Q: How hard is it to change the volume of ZnNi₃N?

Cubic ZnNi₃N (Pm-3m, 5 atoms per cell), relaxed and at four scaled volumes, computed with Ansatz 0.2.0 (r2SCAN, plane-wave PAW, scalar-relativistic, no spin polarisation, 500 eV cutoff, 10×10×10 k mesh, 0.1 eV Gaussian smearing). Energies are extrapolated to zero smearing and count from the minimum of a third-order Birch–Murnaghan fit; pressures come from the stress.

```
volume per atom (Å³/atom)  energy over minimum (meV/atom)  pressure (GPa)
                    9.711                            28.0           15.43
                   10.021                             6.6            7.05
                   10.331                             0.0           -0.01
                   10.641                             6.0           -5.95
                   10.951                            22.6          -10.96
```

A: A volume change of 3 % costs about 6 meV per atom, and one of 6 % about 25 meV, which is roughly the thermal energy kT at room temperature. The pressures are far less everyday. Squeezing out 3 % of the volume takes 7 GPa, some seventy thousand atmospheres. A negative pressure in the table means that the crystal is under tension and would contract if released.

A single number sums this up: the bulk modulus B, the pressure change divided by the relative loss of volume. The cells on either side of the relaxed one give

B = 10.331 × (7.05 + 5.95) / (10.641 − 10.021) ≈ 217 GPa

A pressure of a thousand bar, or 0.1 GPa, would therefore shrink this crystal by only about 0.05 %.

Q: Why does twice the volume change cost about four times the energy, and not twice?

A: At the relaxed volume the forces that push the atoms apart balance those that pull them together. The first small step away costs almost nothing, because there is not yet a net force to work against. The opposing force grows with the distance already covered, so the energy grows as its square. Averaged over squeezing and stretching, the cost at 6 % is 4.0 times that at 3 %, as a parabola demands.

This lets you estimate cases between the rows. A compression of 1.5 %, half of the smaller step, should cost about a quarter of 6.6 meV per atom, or roughly 1.6 meV.

Q: If it is a parabola, why is squeezing dearer than stretching?

A: The parabola is only the first term in an expansion of the curve about its minimum. At 6 % the squeezed cell lies 28.0 meV per atom above the minimum and the stretched one 22.6 meV, a ratio of 1.24. At 3 % the ratio is only about 1.1. The difference between the two directions thus fades towards the minimum, as it should if it comes from the next term of the expansion, the cubic one.

The physical cause is the short range of repulsion. When the electron clouds of neighbouring atoms overlap, the Pauli principle forces some of their electrons into states of higher kinetic energy, and this overlap grows almost exponentially as the atoms approach. A step inwards therefore adds more repulsion than an equal step outwards removes. The attraction varies more gently with distance and can't even out the difference. This account is argued and not computed: the outputs used here give the total energy, not its repulsive and attractive shares.

Q: Which bond gives way first when the cell is squeezed?

A: None does, because they all shorten by the same fraction. Each nitrogen sits at the centre of an octahedron of nickel atoms, and neighbouring octahedra share their corner nickel atoms, along straight N–Ni–N lines. In this cubic structure the symmetry fixes every atom's place, so the edge of the cell is the only length left to change. The four scaled cells were computed without relaxation, which makes no difference here, because the cubic symmetry leaves nothing to relax at a given volume. Taking 6 % off the volume shortens the Ni–N distance from 1.862 to 1.824 Å, about 2 %.

A real crystal might have another way out. If the octahedra turned against one another, the N–Ni–N lines would bend and the cell could shrink with less shortening of the Ni–N bonds. Such turns need a larger cell than the one used here, which holds a single octahedron. A calculation free to try them would find the same energy at a given volume or a lower one, never a higher one, because the cubic arrangement would still be among its choices. Whether ZnNi₃N would take this route under pressure is an open question, since neither the small cell nor the cubic symmetry kept here allows it.

Q: The pressures look even more lopsided than the energies. Is that a contradiction?

A: No, it follows from what pressure is. Write x for the volume minus its value at the minimum, E for the energy over the minimum and P for the pressure, which is minus the slope of E against volume. With positive constants a and b,

E = a x² − b x³

P = −2a x + 3b x²

Taking the slope multiplies the square by two but the cube by three. The term that tells squeezing from stretching thus weighs half as much again in the pressure. At 6 % the two pressures differ in size by a factor of 1.41, against 1.24 for the energies.

Taking the slope once more leads to the stiffness, where the effect is plainest. Between the two most compressed cells the bulk modulus is 267 GPa; between the two most expanded ones it is about 175 GPa. On the account given above, the crystal hardens as it is squeezed because each further step drives the atoms into a steeper part of the repulsion. On stretching it softens, as the atoms move out to where the forces change more slowly.

Q: Can I check the energies against the pressures?

A: Yes, because energy is the work done against pressure. Simpson's rule adds up that work from three equally spaced points, here the relaxed cell and the two compressed ones, which lie 0.31 Å³ per atom apart:

E = (0.31 / 3) × (15.43 + 4 × 7.05 − 0.01) ≈ 4.51 GPa Å³ per atom

One eV per Å³ equals 160.2 GPa, so this is 0.0281 eV, or 28.1 meV per atom. The table has 28.0 meV. The same sum on the stretched side gives 22.4 meV, where the table has 22.6 meV.

The estimate has no adjustable constant. The zero of the tabulated energies comes from a Birch–Murnaghan curve fitted to the energies of all five cells, whereas the pressures come directly from the stress in each cell. Their agreement within one per cent shows that the calculation is consistent with itself. It is no test of the density functional or the k mesh, which both routes share, and at most a partial one of the cutoff. The printed output below has both routes side by side.

Q: Then which digits can I trust, and why do the two routes not agree exactly?

A: The small disagreement has a definite origin. For a metal, the calculation smears out the occupation of the states near the Fermi level, which adds an artificial entropy term to the energy. The stress is the slope of the free energy, which contains that term in full. The tabulated energies have been extrapolated to zero smearing, which takes half of it out again.

That half changes with volume, so the two energies drift slightly apart. Between the relaxed cell and the most expanded one it changes by 0.16 meV per atom, and the two routes differ there by the same 0.16 meV. On the compressed side both numbers are about 0.1 meV. Tenths of a meV per atom thus depend on which energy is meant, though the shift stays below 0.2 meV. How far another functional or a finer k mesh would move the energies isn't tested here.

The last digits of the pressure and the volume call for the same caution. The −0.01 GPa of the relaxed cell is what the relaxation left over, and removing it would shift the volume by less than 0.001 Å³ per atom. The choice of energy matters more: the curve fitted to the tabulated energies has its minimum at 10.329 Å³ per atom, not at 10.331. Still less does the calculation give the volume of a real sample to three decimals. Zero-point and thermal motion, both left out here, usually push a crystal outwards by far more than that.

Q: What might change if the electrons were allowed to form magnetic moments?

A: Spin was switched off, so the crystal is nonmagnetic in every row by construction. The smearing term does give a hint of where to look. At a fixed smearing width it grows with the number of electronic states near the Fermi level, and it is about 1.3 times as large in the most expanded cell as in the most compressed one. A likely reason is that atoms farther apart overlap less, so the bands become narrower and their states crowd into a smaller range of energy.

A high density of states at the Fermi level favours magnetism, because it makes turning spins over cheap in kinetic energy while exchange rewards the result. If moments appeared at all, the stretched cells would be the likeliest place for them. They would lower the energy there, making expansion cheaper and the curve still more lopsided. That is a conjecture for spin-polarised calculations to test, preferably with a second functional as well, since r2SCAN tends to overstate magnetism in metals such as nickel. The five energies here describe the nonmagnetic crystal only.

Output of the analysis:

```
Geometry and finer energies:
     row  volume change in %  Ni-N distance in A  energy over relaxed cell in meV/atom  change of half the smearing term in meV/atom
   9.711              -6.001               1.824                                 28.03                                       -0.1032
  10.021              -3.001               1.843                                  6.56                                       -0.0583
  10.331                   0               1.862                                     0                                             0
  10.641               3.001               1.881                                     6                                       0.07284
  10.951               6.001               1.899                                 22.59                                        0.1597
Stiffness between each row and the row before it:
     row  middle volume in A^3/atom  bulk modulus in GPa
  10.021                      9.866                266.7
  10.331                      10.18                231.8
  10.641                      10.49                200.9
  10.951                       10.8                174.5
Energy cost of 6 % compression over that of 6 % expansion: 1.239
Energy cost of 3 % compression over that of 3 % expansion: 1.1
Energy cost of 6 % over 3 % compression: 4.242
Energy cost of 6 % over 3 % expansion: 3.767
Same ratio for the average of both directions: 4.016
Size of pressure at 6 % compression over that at 6 % expansion: 1.408
Stiffness of the most compressed interval over the most expanded: 1.529
Bulk modulus at the relaxed cell from the two neighbouring pressures in GPa: 216.6
Energy of 6 % compression from the pressures alone in meV/atom: 28.13
Energy of 6 % expansion from the pressures alone in meV/atom: 22.43
Pressure route less energy route on compression in meV/atom: 0.103
Pressure route less energy route on expansion in meV/atom: -0.1649
Smearing term of the most expanded over the most compressed cell: 1.315
Volume shift that would remove the residual pressure of the relaxed cell in A^3/atom: 0.0004769
```
